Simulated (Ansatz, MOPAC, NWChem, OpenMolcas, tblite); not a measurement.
## CH7BSi (SMILES CB[SiH3]): the highest harmonic wavenumber at each level's own minimum, rung by rung

CH7BSi, singlet, SMILES `CB[SiH3]`. Each level relaxes the structure for itself.

Quantity: the highest harmonic wavenumber at each level's own minimum, in cm⁻¹. The values are calculated.

```json
{"level": "MNDO", "kind": "semi-empirical", "program": "MOPAC", "value (cm⁻¹)": "3320"}
{"level": "PM3", "kind": "semi-empirical", "program": "MOPAC", "value (cm⁻¹)": "3170"}
{"level": "PM7-HH", "kind": "semi-empirical", "program": "MOPAC", "value (cm⁻¹)": "2826"}
{"level": "GFN1-xTB", "kind": "semi-empirical", "program": "tblite", "value (cm⁻¹)": "3072"}
{"level": "HF/3-21G", "kind": "Hartree–Fock", "program": "OpenMolcas", "value (cm⁻¹)": "3249"}
{"level": "HF/6-31G* (spherical functions)", "kind": "Hartree–Fock", "program": "NWChem", "value (cm⁻¹)": "3265"}
{"level": "HF/6-31G* (Cartesian functions)", "kind": "Hartree–Fock", "program": "OpenMolcas", "value (cm⁻¹)": "3268"}
{"level": "B3LYP-D3(BJ)/6-31G* (spherical functions)", "kind": "global hybrid", "program": "NWChem", "value (cm⁻¹)": "3125"}
{"level": "PBE0-D4/def2-TZVP", "kind": "global hybrid", "program": "Ansatz", "value (cm⁻¹)": "3139"}
```

Harmonic and unscaled. The values span 2826 to 3320 cm⁻¹.

The highest mode is almost certainly a methyl C–H stretch, since B–H and Si–H stretches normally lie well below it: hydrogen is light in all three, but the C–H bond is the stiffest. Hartree–Fock makes this bond too stiff because a single determinant lacks the correlation that softens the potential as the bond stretches. With the same spherical 6-31G* basis, going to B3LYP-D3(BJ) lowers the value from 3265 to 3125 cm⁻¹, whereas the three Hartree–Fock values differ little among themselves. The treatment of correlation therefore matters far more here than the basis changes tested.

The semi-empirical methods show no common shift: MNDO lies above even Hartree–Fock, while PM7-HH, at 2826 cm⁻¹, is implausibly low for the harmonic stretch of an ordinary methyl group. This probably reflects a parametrisation that does not reproduce the curvature of the C–H potential, rather than a real weakening by hyperconjugation into boron's empty p orbital. As a C–H mode, this quantity says little about how well each method describes the B–Si bond.
